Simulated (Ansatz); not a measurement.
Ligand exchange: C5H9Br + SiH3(OH) → C5H10O + SiH3Br

Species: C5H9Br (bromocyclopentane) `BrC1CCCC1`, singlet; SiH3(OH) (silanol), singlet; C5H10O (cyclopentanol) `OC1CCCC1`, singlet; SiH3Br `[SiH3]Br`, singlet. The partners trade Br for OH: C–Br and Si–OH bonds give way to C–OH and Si–Br.

Shapes, held fixed at every level: PBE0-D4/def2-TZVP. Flexible molecules stand in one conformer, not always the lowest. Programs: Ansatz 0.2.0. The zero-point and thermal change to 298 K, harmonic and unscaled (PBE0-D4/def2-TZVP), is +1.8 kJ/mol.

| level | kind | ΔH(298 K) (kJ/mol) | less CCSD(T)/def2-TZVPP |
| --- | --- | --- | --- |
| SPW92/def2-TZVPP | LDA | +16.9 | -16.8 |
| PBE-D4/def2-TZVPP | GGA | +20.8 | -12.9 |
| B3LYP-D4/def2-TZVPP | global hybrid | +29.5 | -4.2 |
| BHLYP-D4/def2-TZVPP | global hybrid | +29.1 | -4.6 |
| PBE0-D4/def2-TZVPP | global hybrid | +20.6 | -13.1 |
| r2SCAN0-D4/def2-TZVPP | global hybrid | +24.1 | -9.6 |
| CCSD/def2-SVP | coupled cluster or CI | +7.1 | -26.6 |
| CCSD(T)/def2-TZVPP | coupled cluster or CI | +33.7 | 0.0 |

The highest level, CCSD(T)/def2-TZVPP, gives ΔH(298 K) = +33.7 kJ/mol; the levels span +7.1 to +33.7. The column of differences is taken from that level and isn't an error. No measured value is set beside it here. Relativity is left out for Br. Outer-core shells of Br are correlated in most correlated rows, in sets that cover them unevenly. CCSD(T)/def2-TZVPP lies outside the range of all other levels here, so it shouldn't be taken on trust.

The exchange is endothermic at every level, so enthalpy favours keeping OH on silicon and Br on carbon. Both elements bind oxygen more strongly than bromine, but the preference is greater for silicon. Silicon is more electropositive than carbon, which gives the Si–O bond a larger ionic contribution, and donation from the oxygen lone pairs into Si–H antibonding orbitals probably strengthens it further. Forming the C–O bond therefore doesn't repay the loss of Si–O, even with the Si–Br bond gained.

The sign is better supported than the size. PBE-D4 and PBE0-D4 almost coincide, at +20.8 and +20.6 kJ/mol, as do B3LYP-D4 and BHLYP-D4, at +29.5 and +29.1 kJ/mol. Changing the share of exact exchange within either pair thus hardly matters, whereas the gap between the pairs suggests sensitivity to the underlying semilocal functional. The positive enthalpy means the forward barrier is higher than the reverse one by about that amount, but it doesn't give the height of either.
